The indirect spin–spin coupling $^nJ$ is the interaction energy, in hertz, of two nuclear spins $n$ bonds apart, carried by the electrons. Here it was computed with B3LYP for 1-fluorobutane while the dihedral angle $\theta$ of the carbon chain C1–C2–C3–C4 was held and the rest relaxed with GFN2-xTB. Fluorine sits on C4, so all six columns are carbon–carbon couplings: the first–fourth column is $^3J_{14}$, first–third and second–fourth are $^2J_{13}$ and $^2J_{24}$, and the other three are the one-bond couplings $^1J_{12}$, $^1J_{34}$ and $^1J_{23}$. The approximation on trial is the Karplus equation, measured against the computed couplings and not against experiment.

Indirect 13C–13C spin–spin couplings in 1-fluorobutane (SMILES CCCCF), from PySCF 2.14.0 with non-relativistic B3LYP/pcJ-1 and density fitting, gas phase, without the spin-dipole term. The first to fourth atoms are the carbons in SMILES order; their dihedral angle is held and all else relaxed with GFN2-xTB.

```
dihedral (°)  coupling first fourth atom (Hz)  coupling first third atom (Hz)  coupling second fourth atom (Hz)  coupling first second atom (Hz)  coupling third fourth atom (Hz)  coupling second third atom (Hz)
           0                             6.12                           -1.35                             -1.98                            33.75                            38.71                            35.29
          30                             4.29                           -1.36                             -1.77                            33.91                            38.43                            34.65
          60                             1.40                           -1.14                             -1.45                            33.69                            38.25                            34.01
          90                            -0.03                           -0.87                             -1.65                            33.80                            38.05                            34.56
         120                             1.52                           -0.35                             -1.66                            34.17                            37.54                            35.22
         150                             4.54                           -0.18                             -1.49                            34.25                            37.50                            34.79
         180                             6.06                           -0.17                             -1.40                            34.17                            37.74                            34.33
         210                             4.82                           -0.17                             -1.46                            33.89                            37.87                            34.85
         270                             0.10                           -0.62                             -1.75                            33.77                            37.71                            34.41
         300                             2.13                           -1.02                             -2.10                            33.97                            38.33                            34.08
```

The Karplus form rests on the Fermi-contact mechanism. A nucleus polarises the s-electron spin density at its own position, and the other nucleus feels the part of that polarisation which reaches it. For $^3J_{14}$ it has to pass from the C1–C2 bond to the C3–C4 bond. The hybrids of these bonds on C2 and C3 have a component along the central axis, which does not notice the rotation, and one across it, which overlaps as $\cos\theta$, so their interaction is $a + b\cos\theta$. The transfer is of second order in this interaction, and $(a + b\cos\theta)^2 = a^2 + b^2/2 + 2ab\cos\theta + (b^2/2)\cos 2\theta$ leads to

$$J(\theta) = C_0 + C_1\cos\theta + C_2\cos 2\theta .$$

The coupling was split into its terms in all ten rows, which lets this premise be checked. The orbital terms of $^3J_{14}$ add up to only 0.006 Hz in size at 60° and 210°, and to 0.017 Hz at 270°, where the coupling itself is only 0.10 Hz. At 300° they are several times larger, though still small beside the coupling of 2.13 Hz, and being negative they cannot explain why that row lies above the curve fitted below. The spin-dipole term was left out; it is generally small between saturated carbons.

Fitted to all ten rows, the curve has $C_0 = 3.094$, $C_1 = -0.032$ and $C_2 = 2.98$ Hz, close to $6\cos^2\theta$, with an rms misfit of 0.22 Hz, or 3.6 % of the range; the fits and residuals are printed after this text. The small $C_1$ carries no meaning, since it puts 180° above 0° while the table has the two within 0.06 Hz in the other order. The failure appears at the gauche angles. At 300°, $\cos\theta = 0.5$ and $\cos 2\theta = -0.5$, so $J = 3.094 - 0.016 - 1.490 = 1.59$ Hz. The table has 2.13 Hz, a miss of 0.54 Hz or 25 % of the computed value, although the row was part of the fit. At 60° the cosines are the same and so is the prediction, yet the table has 1.40 Hz.

This can be recognised with no fit at all. Every cosine series takes the same value at $\theta$ and $360° - \theta$, whereas the pairs 60/300, 90/270 and 150/210 differ by −0.73, −0.13 and −0.28 Hz, well beyond the ±0.01 Hz that rounding allows. The best any even function can do is pass through the middle of each pair and miss both members by half the gap, which leaves an rms of at least $\sqrt{2(0.365^2 + 0.065^2 + 0.140^2)/10} = 0.177$ Hz over ten rows. That is 64 % of the squared misfit of the Karplus curve. Accordingly an added $\cos 3\theta$ term barely lowers the misfit, and it predicts an omitted row worse.

The reason is symmetry. The molecule has a second torsion, $\varphi$ = C2–C3–C4–F, and reflection reverses both, so what holds strictly is $J(\theta,\varphi) = J(-\theta,-\varphi)$. A curve in $\theta$ alone is bound to be even only if $\varphi$ is 0° or 180°. That fluorine is gauche here is an inference from the dipole of the same runs. With tetrahedral angles an anti C–F bond is parallel to the C2–C3 axis and would not turn during the scan, but the dipole keeps nearly the same length in every row and swings by 169° between the rows at 0° and 180°, provided the rows share one frame. The energies agree that the pairs are different structures: 60° lies 0.60 kcal/mol above 300°, where mirror images would be degenerate.

How fluorine changes the coupling is less certain. One repair for an electronegative substituent is a phase shift of the curve, which adds a term in $\sin 2\theta$. That term has opposite signs at 60° and 150°, so a shift scaled to the first pair demands +0.73 Hz for 150/210, against the computed −0.28 Hz. Free $\sin\theta$ and $\sin 2\theta$ terms bring the misfit down to 0.13 Hz, but with five constants for ten rows the error on an omitted row is 0.31 Hz, no better than the 0.29 Hz of the plain curve. Strain is no full guide either: the energy gaps rank in size like the coupling gaps, but they change sign at 150/210 and the coupling gaps do not.

A contact between the methyl group and fluorine may contribute to the largest gap, but it is not shown to be the cause: the Karplus curve misses that row by only −0.19 Hz and its partner at 300° by +0.54 Hz. The four-bond coupling between C1 and fluorine is 3.2 Hz at 60° and −0.2 Hz at 210°, as it would be if the chain folded the methyl group onto fluorine at 60° and let spin polarisation pass through space. The three-bond coupling between C2 and fluorine, whose path runs along $\varphi$, goes from −1.9 to +1.7 Hz between the same rows; one guess is that $\varphi$ and the bond angles yield to the contact. At 270° the two couplings are −0.3 and +1.8 Hz, close to their values at 210°. The coupling between C1 and fluorine is also large at 0°, 30° and 90°, however, so the 60° row belongs to a broad trend and is not an outlier. A contact spread over that whole side of the scan does not by itself explain why the gap is −0.73 Hz for 60/300 but only −0.13 Hz for 90/270. Nor do these couplings separate a relaxation of $\varphi$ and the bond angles from a direct electronic effect of fluorine, and the relaxation is that of GFN2-xTB, which may differ from that of B3LYP. An instability of the response calculation, which inflates contact couplings, is excluded: the lowest triplet Hessian eigenvalue stays at 0.36 to 0.37 hartree in every row.

Two other columns show evenness and the choice of harmonics failing separately. For $^2J_{24}$, which ends on the carbon bearing fluorine, the 60/300 gap of 0.65 Hz is 93 % of the whole range, so no even function of $\theta$ can get below 0.147 Hz rms, and the Karplus form, with 0.156 Hz, is already close to that floor. For $^1J_{23}$ the mirror gaps are small but the period is wrong. Both ends of the rotating bond carry three substituents, the pattern nearly repeats every 120°, and the coupling is high when eclipsed (35.29 and 35.22 Hz) and low when staggered (34.01 to 34.33 Hz). A constant plus $0.55\cos 3\theta$ leaves 0.14 Hz where the Karplus form, with one constant more, leaves 0.38 Hz.

Neighbouring series follow from the symmetry relation. Butane, or this molecule with fluorine anti, should give vanishing gaps, and the opposite gauche form should give this table with $\theta$ replaced by $360° - \theta$. In 2-fluorobutane the substituent makes a stereocentre on the coupling path, so no conformer restores evenness, and a phase shift may have a better claim there. A measured coupling averages over conformers and vibrations, which these fixed and mostly constrained structures do not.

Used backwards, the curve reads the rows at 60° and 300° as gauche angles of 62° and 54°. Near its extrema it is flat: a miss of 0.05 Hz at 180° becomes 5°, and the −0.03 Hz at 90° falls below the minimum of 0.11 Hz and has no solution, though with the small pcJ-1 basis that sign, like the exact size of the smaller gaps, is not reliable. The rows at 0° and 270° also lie just outside the range of the curve and have no solution. In the other seven rows, all part of the fit and with the side of 90° taken as known, the angle comes back to within about 6°, and the curve is blind to the sense of the twist; before a one-angle curve is fitted, $\theta$ should be compared with $360° - \theta$, because half the gap is an error that no cosine can remove.

Output of the analysis:

```
rounding: +-0.005 Hz, rms 0.0029 Hz, pair gaps +-0.01 Hz; 3J range 6.15 Hz
K coef/Hz [ 3.094 -0.032  2.98 ] rms 0.221 LOO 0.291 worst 300 deg +0.54
K+cos3 coef/Hz [ 3.087 -0.024  2.987 -0.069] rms 0.216 LOO 0.365 worst 300 deg +0.48
K+sin+sin2 coef/Hz [ 3.126 -0.     2.994 -0.225 -0.114] rms 0.132 LOO 0.309 worst 270 deg -0.26
K rms = 3.6% of range; curve min 0.11 Hz at 89.8 deg; K(0) 6.04 K(180) 6.11 Hz
deg  3J   res K  rel%  K+cos3 K+sin+sin2 | Erel kcal/mol | folded deg, inverted K deg, error
  0  6.12 +0.08     1 +0.14 +0.00 | 5.02 |   0   0.0 +0.0 no solution
 30  4.29 -0.27    -6 -0.27 -0.12 | 3.49 |  30  32.9 +2.9
 60  1.40 -0.19   -13 -0.25 +0.07 | 1.24 |  60  62.1 +2.1
 90 -0.03 -0.14     - -0.13 +0.06 | 1.56 |  90  89.8 -0.2 no solution
120  1.52 -0.10    -7 -0.02 -0.01 | 2.75 | 120 118.9 -1.1
150  4.54 -0.07    -2 -0.06 -0.07 | 1.15 | 150 149.2 -0.8
180  6.06 -0.05    -1 -0.11 -0.06 | 0.00 | 180 175.0 -5.0
210  4.82 +0.21     4 +0.22 +0.18 | 1.53 | 150 152.4 +2.4
270  0.10 -0.01     - -0.00 -0.26 | 1.45 |  90  89.8 -0.2 no solution
300  2.13 +0.54    25 +0.48 +0.21 | 0.64 |  60  54.2 -5.8
3J(0)-3J(180) 0.06 Hz; 3J(300)/3J(60) 1.52
any-even-function rms floor 0.177 Hz = 64% of K squared misfit
pair 60/300: gap -0.73 Hz, half 0.365; phase shift scaled to 60/300 -0.73; sin fit -0.59; dE +0.60 kcal/mol
pair 90/270: gap -0.13 Hz, half 0.065; phase shift scaled to 60/300 -0.00; sin fit -0.45; dE +0.12 kcal/mol
pair 150/210: gap -0.28 Hz, half 0.140; phase shift scaled to 60/300 +0.73; sin fit -0.03; dE -0.38 kcal/mol
col  mean  range | gaps 60,90,150 | max gap % of range | even floor, rms K, rms cos3 (Hz)
3J14   3.09 6.15 | [-0.73 -0.13 -0.28] | 12 | 0.177 0.221 2.218
2J13  -0.72 1.19 | [-0.12 -0.25 -0.01] | 21 | 0.062 0.073 0.462
2J24  -1.67 0.70 | [ 0.65  0.1  -0.03] | 93 | 0.147 0.156 0.217
1J12  33.94 0.56 | [-0.28  0.03  0.36] | 64 | 0.102 0.131 0.188
1J34  38.01 1.21 | [-0.08  0.34 -0.37] | 31 | 0.114 0.137 0.386
1J23  34.62 1.28 | [-0.07  0.15 -0.06] | 12 | 0.039 0.381 0.138
1J23 = 34.67 +0.55 cos3t Hz; LOO 0.166 (K 0.590); worst 270 deg -0.26
1J34 minus next largest 1J: 2.32 to 4.25 Hz
angle between dipoles of rows 0 and 180: 169 deg
3J14 60->210: total +3.42, FC +3.43; non-FC +0.006 (60) -0.006 (210) Hz
2J13 60->210: total +0.97, FC +1.02; non-FC -0.159 (60) -0.207 (210) Hz
```
